Q: I have six vibrational levels of RbNaSe₂ and six row numbers to match. Where do I start?

Zone-centre optical phonons of RbNaSe₂ (P6₃/mmc, 8-atom cell, a = 5.336 Å, c = 10.500 Å), from linear response in Ansatz 0.2.0 with PBE, scalar-relativistic PAW, a 420 eV plane-wave cutoff and a 9×9×4 k mesh. Each row is one level, with infrared intensity summed over its degenerate modes. Frequencies are for zero macroscopic field, with imaginary ones given as negative. Candidates: 11, 14, 12, 8, 3, 13.

| row | phonon frequency (cm⁻¹) | degeneracy | infrared intensity ((D/Å)²/amu) |
| --- | --- | --- | --- |
| A | 58.9 | 2 | 0 |
| B | 124.3 | 1 | 0 |
| C | 230.4 | 1 | 0 |
| D | 123.5 | 2 | 2.32 |
| E | 222.3 | 1 | 0 |
| F | 96.9 | 2 | 0 |

A: With the easy part. The row numbers rank the crystal's optical levels by rising frequency, so sorting gives A, F, D, B, E, C. Only B and D need care: they lie 0.8 cm⁻¹ apart, and slightly different settings of the calculation could swap them. The harder question is which atoms move, and for that the other two columns help.

Q: What does the degeneracy tell me?

A: The direction of motion. The crystal holds Rb⁺, Na⁺ and Se₂²⁻ pairs that stand upright along the c axis, and every atom sits on a threefold axis parallel to c. A third of a turn carries an in-plane displacement into another direction at no cost in energy, so in-plane vibrations come as doublets. Motion along c is left unchanged by the turn and gives single levels. A, D and F are therefore in-plane, while B, C and E move along c.

Q: Why does D alone absorb infrared light?

A: Light drives a vibration only if the cell's dipole changes. The cell holds two Rb, two Na and four Se, and atoms of one kind are equivalent by symmetry. If they all move the same way, their dipoles add up; in every other pattern the dipoles cancel. So D is surely a motion of whole sublattices against each other, and the other five are patterns in which equivalent atoms work against one another.

Q: C and E lie far above the rest. Is that the light sodium?

A: The chemistry points to the Se–Se bond. It is covalent, whereas the cations are held by softer ionic contacts. For equal moving mass, the frequency jump from B to E means a restoring force about three times as stiff. Stretching a pair of equal atoms makes no dipole, and two pairs in the cell give two such levels, one with the pairs in step and one out of step.

Q: Which of the two is C?

A: That stays open. When the pairs stretch in step, the Na between them is squeezed equally from both sides and stays put; out of step, it is pushed along. By symmetry only the in-step stretch is Raman-active, so a Raman spectrum could settle the order.

Q: And A, B and F?

A: Their directions are sure, their patterns ambiguous. B, for instance, may be mainly Na atoms moving oppositely along c, or Rb atoms and whole Se₂ pairs doing so. Here is the key.

The rows with their labels:

| row | phonon frequency (cm⁻¹) | degeneracy | infrared intensity ((D/Å)²/amu) |
| --- | --- | --- | --- |
| 1 | 1.7 | 2 | 0 |
| 2 | 53.0 | 1 | 0 |
| 3 | 58.9 | 2 | 0 |
| 4 | 67.6 | 1 | 4.36 |
| 5 | 69.7 | 2 | 10 |
| 6 | 85.0 | 2 | 0 |
| 7 | 90.2 | 1 | 0 |
| 8 | 96.9 | 2 | 0 |
| 9 | 102.9 | 1 | 1.04 |
| 10 | 123.3 | 2 | 0 |
| 11 | 123.5 | 2 | 2.32 |
| 12 | 124.3 | 1 | 0 |
| 13 | 222.3 | 1 | 0 |
| 14 | 230.4 | 1 | 0 |

Q: Does the full table bear out your symmetry argument?

A: Yes. Eight atoms give eight motions along c and eight in-plane pairs; removing the shift of the whole crystal leaves seven single and seven double levels. Three sublattices, less that same shift, allow two bright levels of each sort. The table has exactly these numbers. But the calculation has this symmetry built in, so the match checks our counting and not the forces. The numbers would hold for other elements on the same sites, though the frequencies would change.

Q: Row 1 is almost at zero. Is it one of the crystal shifts?

A: No, it is a true vibration with almost no restoring force. Its sign could change with the settings, and a negative value stands for an imaginary frequency, the mark of an unstable structure. So the absence of negative values here is weak evidence that the structure is stable.

Q: Back to D, now row 11. It is the higher of the two bright doublets. Surely that one is sodium, the lightest atom?

A: Let us test that with the intensity. Suppose both Na atoms move in the plane against a rigid rest of the cell. The calculation gives each Na an effective charge of 1.43 e for this motion, so the moving charge is $Q = 2\times1.43 = 2.86$ e. The masses, 46 amu of Na against 487 amu, combine to a reduced mass $\mu = 46\times487/533 = 42$ amu. With 1 e equal to 4.80 D/Å, the intensity over both in-plane directions is

$$S = 2\times4.80^2\,\frac{Q^2}{\mu} \approx 9.0\ \text{(D/Å)}^2/\text{amu}.$$

Q: Row 5 has 10 and row 11 only 2.32. So sodium belongs to row 5?

A: That is tempting, but real vibrations mix this motion with Rb moving against Se, and the two dipoles can partly cancel. The calculated intensities then allow two answers for row 11: the sodium motion carries either about 70 % of its kinetic energy or about 1 %. The printed output lists both.

Along c the same estimate gives 2.9, well away from both bright single levels, at 4.36 and 1.04, so there the motions must mix. A light atom need not vibrate fast: the frequency also depends on how firmly its surroundings hold it. Here Na has slightly longer contacts to Se than the larger Rb has, so it is probably loosely held, and its share in the two bright doublets lies mainly in row 5. That is a guess from the contact lengths: the intensities fit either picture, and no springs between the sublattices were fitted here to see which one the frequencies favour. The atoms' displacements in each vibration, which aren't listed here, would settle it.

Output of the analysis:

```
optical branches in the table: 21
optical branches expected for 8 atoms: 21
single levels in all: 7
double levels in all: 7
bright single levels: 2
bright double levels: 2
dark single levels: 5
dark double levels: 5
distance from trigonal-prism site to Se in Å: 3.319
distance from octahedral site to Se in Å: 3.38
splitting of the two highest levels in cm⁻¹: 8.1
gap below the two highest levels in cm⁻¹: 98
frequency ratio across that gap: 1.788
squared frequency ratio across that gap: 3.198
dark single level above the upper bright double level by cm⁻¹: 0.8
intensity of Na against a rigid rest in the plane in (D/Å)²/amu: 8.989
intensity of Na against a rigid rest along c in (D/Å)²/amu: 2.937
summed intensity of the bright double levels in (D/Å)²/amu: 12.32
share of the upper bright double level in that sum in percent: 18.83
Na-against-rest character of upper bright double level, first solution in percent: 70.41
Na-against-rest character of upper bright double level, second solution in percent: 0.956
```
